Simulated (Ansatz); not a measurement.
SnTe: energy above lowest point against volume scale

Free energy against uniform scaling of the volume at fixed shape and fractions; periodic cell, basis, potentials, k mesh and filling as listed. The results are calculated, by Ansatz 0.2.0.

The cell before it is scaled or strained (space group F-43m, No. 216):
```
cell vectors (Å)
   0.0000     3.6111     3.6111
   3.6111     0.0000     3.6111
   3.6111     3.6111     0.0000
atoms (fractions of the cell vectors)
Sn  0.00000  0.00000  0.00000
Te  0.75000  0.75000  0.75000
```

Settings of every row: functional PBEsol; dispersion none; potentials all-electron LAPW; k mesh 6x6x6; k shift 0x0x0; occupations fixed; smearing width 0 eV; spin none.

Limits: coarse k mesh, up to 40 meV an atom off; no spin-orbit coupling, which can matter with elements this heavy; the cell comes from a prototype or a list of computed structures and needn't be the stable phase.

| row | volume scale | V (Å³/atom) | energy above lowest point (meV/atom) |
| --- | --- | --- | --- |
| 1 | 0.94 | 44.264 | 0 |
| 2 | 0.97 | 45.676 | 2.1 |
| 3 | 1 | 47.089 | ? |
| 4 | 1.03 | 48.502 | 25.7 |
| 5 | 1.06 | 49.914 | 45.4 |

Question: what energy above lowest point should row 3 give?

Worked fit of energy above lowest point. Take u = (V_r/V)^(2/3) − 1 with V_r = 47.089 Å³ an atom, which is twice the finite (Eulerian) strain; such expansions in the strain, on which the Birch-Murnaghan equation of state is built, carry the rest volume and the bulk modulus. The shown rows have u = 0.04211, 0.02052, -0.01952, -0.0381. Least squares give energy above lowest point = 10.99 − 598 × u + 8006 × u² meV/atom; a straight line predicts inner rows, each left out in turn, worse (root mean square 7.4 against 0.028 meV/atom). All shown rows lie on it to the printed digit. Its lowest point lies at u = 0.0373, or V = 44.57 Å³ an atom, and the curvature there gives the bulk modulus at fixed shape and fractions, B = (4/9)(1 + u)² E″(u)/V = 27.5 GPa. The withheld row has u = 0, so the fit gives 10.99 − 598 × (0) + 8006 × (0)² = 11.0 meV/atom.

The calculation gave 11 meV/atom. The fit meets it to the printed digit.
